**How many bound levels does a Li atom have in a sech² well?**

I model one optical-trap well for a $^7$Li atom as $V(x)=-V_0\,\mathrm{sech}^2(ax)$ with $V_0>0$, transverse motion frozen. Is there a small exact calculation, without hypergeometric functions, that gives the levels and shows how many exist?

---

**Answer**

Three functions suffice for a shallow well of this (modified Pöschl–Teller) form. Put $y=ax$, $\epsilon=\hbar^2a^2/2m$ and $V_0=\lambda(\lambda+1)\epsilon$, so that

$$\lambda=-\tfrac12+\sqrt{\tfrac14+\frac{2mV_0}{\hbar^2a^2}},\qquad \frac{H}{\epsilon}=-\frac{d^2}{dy^2}-\lambda(\lambda+1)\,\mathrm{sech}^2y .$$

**Closed subspaces.** Let $\phi_s=\mathrm{sech}^s y$ and $\chi_s=\tanh y\,\mathrm{sech}^s y$. Differentiating twice, with $\tanh^2y=1-\mathrm{sech}^2y$, gives

$$\frac H\epsilon\phi_s=-s^2\phi_s+[s(s+1)-\lambda(\lambda+1)]\,\phi_{s+2},$$
$$\frac H\epsilon\chi_s=-s^2\chi_s+[(s+1)(s+2)-\lambda(\lambda+1)]\,\chi_{s+2}.$$

The brackets vanish for $\phi_\lambda$ and $\chi_{\lambda-1}$, which are therefore eigenfunctions. The pair $(\phi_{\lambda-2},\phi_\lambda)$ maps into itself. On its coefficient column,

$$\frac H\epsilon\to\begin{pmatrix}-(\lambda-2)^2&0\\ 2-4\lambda&-\lambda^2\end{pmatrix}.$$

The basis is not orthogonal, so the matrix need not be symmetric. Nothing is truncated, and the eigenvalues are the diagonal entries. The unnormalised solutions are

$$\psi_0=\phi_\lambda,\qquad \psi_1=\chi_{\lambda-1},\qquad \psi_2=\phi_{\lambda-2}-\frac{2\lambda-1}{2\lambda-2}\,\phi_\lambda ,$$

with energies $-\epsilon\lambda^2$, $-\epsilon(\lambda-1)^2$, $-\epsilon(\lambda-2)^2$. Each decays as $e^{-(\lambda-n)|y|}$ and is normalisable only if $n<\lambda$.

**Why there is no fourth level.** For integer $\lambda=N$, the substitution $u=\tanh y$ turns $H\psi=0$ into Legendre's equation. The bounded solution $P_N(\tanh y)$ has $N$ nodes, so by Sturm's oscillation theorem exactly $N$ levels lie below zero. Deepening a well lowers every level, so the count cannot fall as $\lambda$ grows. Hence $\lambda\le3$ allows at most three levels, and for $2<\lambda\le3$ the three above are all. At $\lambda=2$, $\psi_2=1-\tfrac32\mathrm{sech}^2y=P_2(\tanh y)$ sits at zero energy and is not normalisable.

**General statement.** A chain started at $s=\lambda-n$ ($\phi$ for even $n$, $\chi$ for odd $n$) climbs in steps of two until its bracket vanishes. The matrix is again triangular, so

$$E_n=-\frac{\hbar^2a^2}{2m}(\lambda-n)^2,\qquad 0\le n<\lambda .$$

This yields $\lceil\lambda\rceil$ levels, and the node argument with $N=\lceil\lambda\rceil$ forbids more. Since $\lambda>0$ for any $V_0>0$, at least one level exists. The three-function model is the case $n=0,1,2$.

**Numbers.** Assumed inputs: $m=7.016$ u, $1/a=0.50\ \mu$m, $V_0/h=25$ kHz ($V_0/k_B=1.20\ \mu$K). Then $\epsilon=1.91\times10^{-30}$ J, $\epsilon/h=2.88$ kHz, $V_0/\epsilon=8.68$, $\lambda=2.488$ and $\lceil\lambda\rceil=3$.

| $n$ | $\lambda-n$ | $E_n/h$ (kHz) |
|---|---|---|
| 0 | 2.488 | −17.8 |
| 1 | 1.488 | −6.38 |
| 2 | 0.488 | −0.685 |

The nodes of $\psi_2$ lie where $\cosh^2(ax)=(2\lambda-1)/(2\lambda-2)=1.336$, at $x=\pm0.276\ \mu$m. Three levels persist for $6\epsilon<V_0\le12\epsilon$, that is $17.3$ to $34.6$ kHz.

**Limits.** These numbers are the model's, and the top level is fragile.

- Its amplitude decay length is $1/[a(\lambda-2)]=1.0\ \mu$m. For vertical $x$, gravity (typical $g=9.81$ m/s²) shifts the potential by $0.18$ kHz over that length, a sizeable part of the binding, and lets the atom tunnel out. Take $x$ horizontal.
- The tails matter. The semiclassical rule binds level $n$ if $\frac{1}{\pi\hbar}\int\sqrt{-2mV}\,dx>n+\tfrac12$. The left side is $\sqrt{V_0/\epsilon}=2.95$ here. A Gaussian $-V_0e^{-a^2x^2}$ of equal depth and curvature reduces it by the factor $\sqrt{2/\pi}=0.80$ to $2.35$. That is near the $5/2$ needed for $n=2$, so this estimate puts the level at the edge and is too crude to decide whether it survives.

The depth was chosen small to leave few levels. A typical tweezer loading depth of order $1$ mK is roughly a thousand times larger. With the same $a$, the model then gives $\lambda=84.5$ and $85$ levels.